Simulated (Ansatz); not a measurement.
TiCo: pressure and energy over elements against volume per atom

All results are calculated (Ansatz 0.2.0). Density functional energy, stress (positive in compression), forces and moments (in spheres) of a cell at fixed atoms, energy at zero smearing over the elements' standard states in the same functional; plane waves with PAW datasets, Gamma-centred k mesh.

Cell of the first row (space group Pm-3m, No. 221):
```
CELL_PARAMETERS angstrom
2.86060 0.00000 0.00000
0.00000 2.86060 0.00000
0.00000 0.00000 2.86060
ATOMIC_POSITIONS crystal
Ti 0.00000 0.00000 0.00000
Co 0.50000 0.50000 0.50000
```

Settings of every row: functional PBE; dispersion none; spin collinear; wave cutoff 420 eV; k mesh 18x18x18; occupations gaussian; smearing width 0.1 eV.

Atom:
```csv
element,starting moment (μB)
Ti,0
Co,1.07
```

Limits: the cell comes from a prototype or a list of computed structures and needn't be the stable phase; with one magnetic atom in the cell only parallel moments are possible.

```csv
row,volume per atom (Å³),pressure (GPa),energy over elements (eV/atom),cell moment (μB)
1,11.704,27.21,-0.2792,0.64
2,12.103,18.91,-0.3367,0.74
3,12.502,?,?,?
4,12.901,5.4,-0.3959,0.84
5,13.699,-4.61,-0.3966,0.89
6,14.098,-8.55,-0.38,0.89
7,14.63,-12.9,-0.3441,0.9
```

Question: what pressure and energy over elements should row 3 give?

Worked fit of pressure. Take u = (V_r/V)^(2/3) − 1 with V_r = 13.3 Å³ an atom, which is twice the finite (Eulerian) strain; such expansions in the strain, on which the Birch-Murnaghan equation of state is built, carry the rest volume and the bulk modulus. The shown rows have u = 0.08896, 0.06489, 0.02051, -0.01951, -0.0381, -0.06156. Least squares give pressure = 0.026 + 249.25 × u + 635.8 × u² GPa; a straight line predicts inner rows, each left out in turn, worse (root mean square 1.4 against 0.028 GPa). The rows lie off it by -0.02, 0.03, -0.01, -0.02, 0.00, 0.01. The pressure vanishes at u = -0.0001, or V = 13.3 Å³ an atom, and there the bulk modulus at fixed shape and fractions is B = −V dP/dV = (2/3)(1 + u) dP/du = 166 GPa. The withheld row has u = 0.04211, so the fit gives 0.026 + 249.25 × (0.04211) + 635.8 × (0.04211)² = 11.65 GPa.

The calculation gave 11.66 GPa. The fit lies 0.01 GPa (0.025 % of the column's range) below it, one unit of the last digit.

Worked fit of energy over elements. Take u = (V_r/V)^(2/3) − 1 with V_r = 13.3 Å³ an atom, which is twice the finite (Eulerian) strain; such expansions in the strain, on which the Birch-Murnaghan equation of state is built, carry the rest volume and the bulk modulus. The shown rows have u = 0.08896, 0.06489, 0.02051, -0.01951, -0.0381, -0.06156. Least squares give energy over elements = −0.40242 + 0.0058 × u + 15.506 × u² eV/atom; a straight line predicts inner rows, each left out in turn, worse (root mean square 0.033 against 0.00016 eV/atom). The rows lie off it by 0.0000, 0.0001, -0.0001, 0.0000, 0.0001, -0.0001. Its lowest point lies at u = -0.0002, or V = 13.3 Å³ an atom, and the curvature there gives the bulk modulus at fixed shape and fractions, B = (4/9)(1 + u)² E″(u)/V = 166 GPa. The withheld row has u = 0.04211, so the fit gives −0.40242 + 0.0058 × (0.04211) + 15.506 × (0.04211)² = -0.3747 eV/atom.

The calculation gave -0.3748 eV/atom. The fit lies 0.0001 eV/atom (0.085 % of the column's range) above it, one unit of the last digit.

The other values of row 3: cell moment 0.81 μB.
